**Field and mass shift constants of the L1 and L2 levels, Ru to Lu**

The table holds field constants F and normal and specific mass constants K of the 2s and 2p1/2 binding energies, first order on Dirac-Fock ground and hole states with a Fermi nucleus and no relativistic recoil. The program solves the one-electron Dirac equation on a uniform sphere and tests F(L1) as a screened bare 2s value, and F(L2) as a screened direct 2p1/2 term plus a relaxation term b|F(L1)|/Z fitted to L3 values of the same runs. F(L1) is reproduced to 0.8% rms with a systematic drift, and the sign change of F(L2) falls at Z = 69.05 in the model against 69.03 by interpolation of the table. The nuclear radius accounts for most of the unevenness of F(L1), while Gd keeps an excess of about 0.1 meV/fm² that the model misses. A hydrogenic 1s–2p exchange term gives the sign and order of the specific L2 mass constant.

Isotope-shift constants of L1 and L2 binding energies in neutral atoms, computed with Radial Dirac-Fock and Kohn-Sham solver 3 to first order on Dirac-Fock ground and hole states, with a Fermi nucleus and no relativistic recoil terms. The shift is F × change of mean square nuclear radius + K × change of 1/M, where M is the nuclear mass.

## Analysis program

```python
# Table: field (F) and mass (K) shift constants of L1, L2 binding energies, Ru-Lu, radial Dirac-Fock, first order,
# Fermi nucleus, no relativistic recoil. Tested: F(L1) = screened one-electron Dirac 2s on a uniform sphere;
# F(L2) = direct 2p1/2 term + positive relaxation term b|F(L1)|/Z; kinks from radius or configuration; mass signs.
T = {
    'ion': ['Ru', 'Rh', 'Pd', 'Ag', 'Cd', 'In', 'Sn', 'Sb', 'Te', 'I', 'Xe', 'Cs', 'Ba', 'La', 'Ce', 'Pr', 'Nd', 'Pm', 'Sm', 'Eu', 'Gd', 'Tb', 'Dy', 'Ho', 'Er', 'Tm', 'Yb', 'Lu'],
    'Z': [44, 45, 46, 47, 48, 49, 50, 51, 52, 53, 54, 55, 56, 57, 58, 59, 60, 61, 62, 63, 64, 65, 66, 67, 68, 69, 70, 71],
    'configuration': ['[Kr] 4d7 5s1', '[Kr] 4d8 5s1', '[Kr] 4d10', '[Kr] 4d10 5s1', '[Kr] 4d10 5s2', '[Kr] 4d10 5s2 5p1', '[Kr] 4d10 5s2 5p2', '[Kr] 4d10 5s2 5p3', '[Kr] 4d10 5s2 5p4', '[Kr] 4d10 5s2 5p5', '[Kr] 4d10 5s2 5p6', '[Xe] 6s1', '[Xe] 6s2', '[Xe] 5d1 6s2', '[Xe] 4f1 5d1 6s2', '[Xe] 4f3 6s2', '[Xe] 4f4 6s2', '[Xe] 4f5 6s2', '[Xe] 4f6 6s2', '[Xe] 4f7 6s2', '[Xe] 4f7 5d1 6s2', '[Xe] 4f9 6s2', '[Xe] 4f10 6s2', '[Xe] 4f11 6s2', '[Xe] 4f12 6s2', '[Xe] 4f13 6s2', '[Xe] 4f14 6s2', '[Xe] 4f14 5d1 6s2'],
    'nuclear_rms_radius': [4.481, 4.495, 4.532, 4.545, 4.609, 4.616, 4.652, 4.68, 4.742, 4.75, 4.786, 4.804, 4.838, 4.855, 4.877, 4.892, 4.912, 4.962, 5.082, 5.112, 5.157, 5.06, 5.222, 5.202, 5.252, 5.226, 5.311, 5.37],  # fm
    'level_field_constant_L1': [-4.526, -5.12, -5.788, -6.517, -7.318, -8.231, -9.237, -10.36, -11.58, -12.97, -14.49, -16.17, -18.02, -20.1, -22.4, -24.96, -27.77, -30.84, -34.12, -37.87, -41.89, -46.85, -51.57, -57.28, -63.35, -70.34, -77.57, -85.63],  # meV/fm²
    'level_normal_mass_constant_L1': [-1780, -1884, -1987, -2100, -2217, -2338, -2463, None, None, None, None, None, None, None, None, None, None, None, None, None, None, None, None, None, None, None, None, None],  # meV u
    'level_specific_mass_constant_L1': [-171.6, -165.3, -166.7, -151.3, -135.0, -117.9, -99.16, None, None, None, None, None, None, None, None, None, None, None, None, None, None, None, None, None, None, None, None, None],  # meV u
    'level_field_constant_L2': [0.236, 0.2557, 0.2672, 0.2972, 0.3288, 0.3528, 0.3775, 0.4027, 0.4274, 0.4526, 0.4768, 0.5093, 0.5411, 0.5606, 0.5725, 0.5736, 0.5755, 0.5696, 0.5528, 0.5287, 0.5872, 0.44, 0.3648, 0.2733, 0.1543, 0.006185, -0.1786, -0.3945],  # meV/fm²
    'level_normal_mass_constant_L2': [-1636, -1735, -1834, -1942, -2054, -2170, -2290, None, None, None, None, None, None, None, None, None, None, None, None, None, None, None, None, None, None, None, None, None],  # meV u
    'level_specific_mass_constant_L2': [2160, 2316, 2476, 2651, 2832, 3019, 3213, None, None, None, None, None, None, None, None, None, None, None, None, None, None, None, None, None, None, None, None, None],  # meV u
}
import numpy as np
from scipy.constants import physical_constants as pc, alpha
from scipy.optimize import minimize_scalar
A = lambda k: np.array(T[k], dtype=float)
ion = list(T['ion']); Z = A('Z'); rr = A('nuclear_rms_radius'); I = ion.index
F1, F2 = A('level_field_constant_L1'), A('level_field_constant_L2')
a0 = pc['Bohr radius'][0]*1e15; Eh = pc['Hartree energy in eV'][0]*1e3; mu = pc['electron mass in u'][0]
c = 1/alpha; g = np.sqrt(1-(Z*alpha)**2); R = np.sqrt(5/3)*rr/a0; E = c*c*(np.sqrt((1+g)/2)-1)
def bare(k, n=3000):  # n=2, |kappa|=1 Dirac orbital, uniform sphere, RK4 in ln r; returns F in meV/fm^2
    t = np.log(1e-3*R); h = (np.log(18/Z)-t)/n; y = np.array([R, 0*R] if k < 0 else [0*R, R]); num = den = 0
    def f(t, y):
        r = np.exp(t); w = (E-np.where(r < R, -Z/(2*R)*(3-(r/R)**2), -Z/r))/c
        return np.array([-k*y[0]+r*(2*c+w)*y[1], k*y[1]-r*w*y[0]])
    for _ in range(n):
        k1 = f(t, y); k2 = f(t+h/2, y+h/2*k1); k3 = f(t+h/2, y+h/2*k2); k4 = f(t+h, y+h*k3)
        y = y+h/6*(k1+2*k2+2*k3+k4); t = t+h; r = np.exp(t); d = (y[0]**2+y[1]**2)*r
        den = den+d; num = num+d*np.clip(1-(r/R)**2, 0, None)*5*Z/(4*R**3)
    return -num/den*Eh/a0**2
Bs, Bp = bare(-1), bare(1); NR = -Z**4/12*Eh/a0**2
# F(L3) and F(K), meV/fm^2: typed from further outputs of the same runs
L3 = dict(Sb=.612853, Te=.674563, I=.743223, Xe=.817383, Cs=.908084, Ba=1.007, Ce=1.20582, Pr=1.31069, Nd=1.43189,
          Sm=1.69806, Eu=1.85358, Gd=2.10632, Tb=2.21678, Dy=2.40097, Ho=2.62478, Yb=3.39536, Lu=3.70271)
K = dict(Sb=-88.6656, Ce=-181.476, Pr=-200.452, Nd=-221.19, Eu=-294.038, Gd=-322.347, Tb=-357.54, Dy=-390.197,
         Ho=-429.586, Lu=-620.045)
j = np.array([I(x) for x in L3]); F3 = np.array(list(L3.values())); D = F2[j]-F3; o = np.setdiff1d(np.arange(len(Z)), j)
fit = lambda B, z, y, p: minimize_scalar(lambda s: np.sum((B*(1-s/z)**p/y-1)**2), bounds=(0, 15), method='bounded').x
s = fit(Bs, Z, F1, 3); e1 = 100*(Bs*(1-s/Z)**3/F1-1); si = Z*(1-(F1/Bs)**(1/3)); rms = lambda x: np.sqrt(np.mean(x**2))
sp = fit(Bp[j], Z[j], D, 5); dirp = Bp*(1-sp/Z)**5; eD = 100*(dirp[j]/D-1); bb = F3*Z[j]/-F1[j]; b = bb.mean()
M2 = dirp+b*(-F1)/Z; e2 = M2-F2; p1 = np.polyfit(np.log(Z), np.log(-F1), 1)[0]
print(f"L1: s={s:.2f}, rms error {rms(e1):.2f}%, worst {ion[np.argmax(abs(e1))]} {e1[np.argmax(abs(e1))]:+.2f}%; s by row Ru {si[0]:.2f}, Lu {si[-1]:.2f}; rounding <0.05%")
print(f"L1 power of Z {p1:.2f}; table/(Z^4/12) Ru {F1[0]/NR[0]:.2f}, Lu {F1[-1]/NR[-1]:.2f}; bare Dirac/(Z^4/12) Ru {Bs[0]/NR[0]:.2f}, Lu {Bs[-1]/NR[-1]:.2f}")
print(f"L2-L3: s'={sp:.2f}, errors {eD.min():+.1f}..{eD.max():+.1f}%; b=F(L3)Z/|F(L1)| mean {b:.2f}, range {bb.min():.2f}..{bb.max():.2f}")
print("row  L1/bare L1err% | L2step direct relax model-table (meV/fm2) | L2-L3")
for i, x in enumerate(ion):
    st = f"{F2[i]-F2[i-1]:+.4f}" if i else "   -   "
    print(f"{x:2s} {F1[i]/Bs[i]:.4f} {e1[i]:+.2f} | {st} {dirp[i]:+.3f} {-b*F1[i]/Z[i]:+.3f} {e2[i]:+.3f} | "
          + (f"{F2[i]-L3[x]:+.3f}" if x in L3 else "-"))
w = np.argmax(abs(e2))
print(f"L2 rms error: 17 fitted rows {rms(e2[j]):.3f}, 11 other rows {rms(e2[o]):.3f}, worst {ion[w]} {e2[w]:+.3f} meV/fm2; rounding 0.00005")
def z0(y):
    q = np.where((y[:-1] > 0) & (y[1:] <= 0))[0]
    return f"{Z[q[0]]+y[q[0]]/(y[q[0]]-y[q[0]+1]):.2f}" if len(q) else "none"
print(f"L2 zero at Z: table {z0(F2)}, model {z0(M2)}; maximum: table {ion[np.argmax(F2)]}, model {ion[np.argmax(M2)]}")
lz = np.log(71/51)
print(f"powers of Z, Sb-Lu: K {np.log(K['Lu']/K['Sb'])/lz:.2f}, L1 {np.log(F1[-1]/F1[I('Sb')])/lz:.2f}, L3 {np.log(F3[-1]/F3[0])/lz:.2f}, L2-L3 {np.log(D[-1]/D[0])/lz:.2f}")
dev = lambda y: 100*(y[1:-1]-(y[:-2]+y[2:])/2); d0, d1 = dev(np.log(-F1)), dev(np.log(F1/Bs)); u = slice(I('Pr')-1, None)
print(f"L1 size vs neighbours, Pr-Yb rms: raw {rms(d0[u]):.2f}%, over bare {rms(d1[u]):.2f}%; " + ", ".join(f"{x} {d0[I(x)-1]:+.2f}/{d1[I(x)-1]:+.2f}" for x in ('Gd', 'Tb', 'Dy')))
S = {'K': K, 'L1': dict(zip(ion, F1)), 'L2': dict(zip(ion, F2)), 'L3': L3}
def ex(d, x):  # excess over both neighbours, Z and radius trend divided out with the bare 2s value
    i = I(x); return d[x]-Bs[i]*(d[ion[i-1]]/Bs[i-1]+d[ion[i+1]]/Bs[i+1])/2
for x in ('Gd', 'Pr', 'Dy'):
    print(f"{x} excess over neighbours (meV/fm2): " + ", ".join(f"{n} {ex(d, x):+.3f}" for n, d in S.items()))
N1, S1, N2, S2 = [A(f'level_{a}_mass_constant_{l}')[:7] for l in ('L1', 'L2') for a in ('normal', 'specific')]
print(f"Pd excess: F(L1) {ex(S['L1'],'Pd'):+.3f}, F(L2) {ex(S['L2'],'Pd'):+.4f} meV/fm2, specific L1 {S1[2]-(S1[1]+S1[3])/2:+.1f} meV u")
for i in (0, 6):
    print(f"{ion[i]}: binding L1 {-N1[i]/mu/1e3:.0f}, L2 {-N2[i]/mu/1e3:.0f} eV; K sum L1 {N1[i]+S1[i]:+.0f}, L2 {N2[i]+S2[i]:+.0f}; spec/norm {S1[i]/N1[i]:.3f}, "
          f"{S2[i]/N2[i]:.2f}; (Za)^2 {(Z[i]*alpha)**2:.3f}; bare 1s-2p {512/6561*Z[i]**2*Eh*mu:.0f} vs {S2[i]:.0f} meV u")
pw = lambda y: np.polyfit(np.log(Z[:7]), np.log(abs(y)), 1)[0]
print(f"powers of Z, Ru-Sn: normal L1 {pw(N1):.2f}, normal L2 {pw(N2):.2f}, specific L2 {pw(S2):.2f}")
assert np.all(np.diff(F1) < 0) and F1.max() < 0 and 4 < p1 < 8
assert np.all(F3 > 0) and np.all(D < 0) and np.all(np.diff(D) < 0)
assert F2[I('Tm')] > 0 > F2[I('Yb')]
assert np.all(N1+S1 < 0) and np.all(N2+S2 > 0)
```

Printed output:

```
L1: s=4.01, rms error 0.82%, worst Ru -1.66%; s by row Ru 3.78, Lu 4.23; rounding <0.05%
L1 power of Z 6.14; table/(Z^4/12) Ru 1.49, Lu 4.16; bare Dirac/(Z^4/12) Ru 1.95, Lu 5.00
L2-L3: s'=5.61, errors -0.6..+0.9%; b=F(L3)Z/|F(L1)| mean 3.08, range 3.02..3.22
row  L1/bare L1err% | L2step direct relax model-table (meV/fm2) | L2-L3
Ru 0.7636 -1.66 |    -    -0.062 +0.317 +0.019 | -
Rh 0.7672 -1.47 | +0.0197 -0.074 +0.351 +0.021 | -
Pd 0.7719 -1.44 | +0.0115 -0.089 +0.388 +0.032 | -
Ag 0.7741 -1.12 | +0.0300 -0.106 +0.427 +0.024 | -
Cd 0.7763 -0.83 | +0.0316 -0.126 +0.470 +0.015 | -
In 0.7794 -0.67 | +0.0240 -0.149 +0.518 +0.016 | -
Sn 0.7824 -0.52 | +0.0247 -0.177 +0.569 +0.015 | -
Sb 0.7856 -0.41 | +0.0252 -0.209 +0.626 +0.015 | -0.210
Te 0.7878 -0.21 | +0.0247 -0.246 +0.686 +0.013 | -0.247
I  0.7910 -0.13 | +0.0252 -0.289 +0.754 +0.012 | -0.291
Xe 0.7936 -0.01 | +0.0242 -0.339 +0.827 +0.011 | -0.341
Cs 0.7955 +0.19 | +0.0325 -0.398 +0.906 -0.001 | -0.399
Ba 0.7974 +0.37 | +0.0318 -0.465 +0.992 -0.014 | -0.466
La 0.8001 +0.44 | +0.0195 -0.543 +1.087 -0.016 | -
Ce 0.8028 +0.49 | +0.0119 -0.633 +1.190 -0.015 | -0.633
Pr 0.8057 +0.50 | +0.0011 -0.737 +1.304 -0.006 | -0.737
Nd 0.8081 +0.58 | +0.0019 -0.857 +1.427 -0.005 | -0.856
Pm 0.8105 +0.63 | -0.0059 -0.993 +1.558 -0.004 | -
Sm 0.8131 +0.65 | -0.0168 -1.147 +1.696 -0.003 | -1.145
Eu 0.8153 +0.71 | -0.0241 -1.327 +1.853 -0.003 | -1.325
Gd 0.8158 +0.97 | +0.0585 -1.533 +2.018 -0.103 | -1.519
Tb 0.8198 +0.79 | -0.1472 -1.782 +2.222 +0.000 | -1.777
Dy 0.8219 +0.83 | -0.0752 -2.043 +2.409 +0.001 | -2.036
Ho 0.8241 +0.85 | -0.0915 -2.360 +2.635 +0.002 | -2.351
Er 0.8261 +0.89 | -0.1190 -2.715 +2.872 +0.002 | -
Tm 0.8282 +0.91 | -0.1481 -3.133 +3.142 +0.003 | -
Yb 0.8300 +0.95 | -0.1848 -3.592 +3.416 +0.002 | -3.574
Lu 0.8319 +0.99 | -0.2159 -4.120 +3.718 -0.008 | -4.097
L2 rms error: 17 fitted rows 0.026, 11 other rows 0.018, worst Gd -0.103 meV/fm2; rounding 0.00005
L2 zero at Z: table 69.03, model 69.05; maximum: table Gd, model Nd
powers of Z, Sb-Lu: K 5.88, L1 6.38, L3 5.44, L2-L3 8.98
L1 size vs neighbours, Pr-Yb rms: raw 0.35%, over bare 0.08%; Gd -0.55/-0.22, Tb +0.80/+0.11, Dy -0.45/-0.00
Gd excess over neighbours (meV/fm2): K +0.815, L1 +0.091, L2 +0.097, L3 +0.086
Pr excess over neighbours (meV/fm2): K -0.016, L1 -0.009, L2 -0.004, L3 -0.004
Dy excess over neighbours (meV/fm2): K -0.034, L1 +0.001, L2 -0.000, L3 -0.001
Pd excess: F(L1) -0.010, F(L2) -0.0088 meV/fm2, specific L1 -8.4 meV u
Ru: binding L1 3245, L2 2982 eV; K sum L1 -1952, L2 +524; spec/norm 0.096, -1.32; (Za)^2 0.103; bare 1s-2p 2255 vs 2160 meV u
Sn: binding L1 4490, L2 4174 eV; K sum L1 -2562, L2 +923; spec/norm 0.040, -1.40; (Za)^2 0.133; bare 1s-2p 2912 vs 3213 meV u
powers of Z, Ru-Sn: normal L1 2.54, normal L2 2.63, specific L2 3.11
```
